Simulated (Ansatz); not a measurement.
## From Al(CH3)3(SH2) to Al(SH2)Cl3: predicting a member

Gas-phase molecules. On one Al centre that keeps SH2, n of the CH3 ligands are replaced by Cl. The HOMO–LUMO gap y in eV at wB97M-V/def2-TZVPP. Shapes: PBE0-D4/def2-TZVP. Flexible molecules stand in one conformer, not always the lowest. Programs: Ansatz 0.2.0.

```
       molecule  n  y (eV)
  Al(CH3)3(SH2)  0   10.77
Al(CH3)2(SH2)Cl  1       ?
Al(CH3)(SH2)Cl2  2   11.52
     Al(SH2)Cl3  3   11.93
```

Task: Fit y = c + s·n to the known rows and predict Al(CH3)2(SH2)Cl.

Result: 
1. Means of the 3 rows: n = 1.66667, y = 11.407.
2. Σ(Δn)² = 4.6667, Σ(Δn·Δy) = 1.7967, so the slope is 1.7967/4.6667 = 0.385.
3. Intercept: 11.407 − (0.385) × 1.66667 = 10.765. The largest residual of the fit is 0.015.
4. Al(CH3)2(SH2)Cl: 10.765 + (0.385) × 1 = 11.15 eV.

The run gave 10.96 eV, so the prediction is off by +0.19 eV, more than the largest residual. The steps per swap are uneven (+0.19, +0.56, +0.41), so a line is a poor model. Other levels give for Al(CH3)2(SH2)Cl: PBE-D4/def2-TZVPP 4.49; B3LYP-D4/def2-TZVPP 6.27 eV. Orbital gaps aren't excitation energies, and the LUMO depends on the basis.

Each replacement of methyl by chloride widens the gap, from 10.77 eV in the trimethyl adduct to 11.93 eV in the trichloride. The likely reason is that the high-lying Al–C σ bonding orbitals give way to deeper chlorine 3p lone pairs, while the electronegative chlorides also stabilise the Al–C bonds that remain. The empty orbitals should fall too, but apparently by less.

The small first step fits this picture. Two methyls can still form an out-of-phase Al–C combination much like the top level of the trimethyl compound, and only the second replacement removes it. This suggests that the HOMO changes character along the series rather than shifting evenly. The small residual was a poor guide to the prediction error, since a line through three points leaves only one degree of freedom. The much smaller PBE and B3LYP gaps probably reflect their lower share of long-range exact exchange. Without separate frontier-orbital energies, the widening can't be divided between HOMO and LUMO.
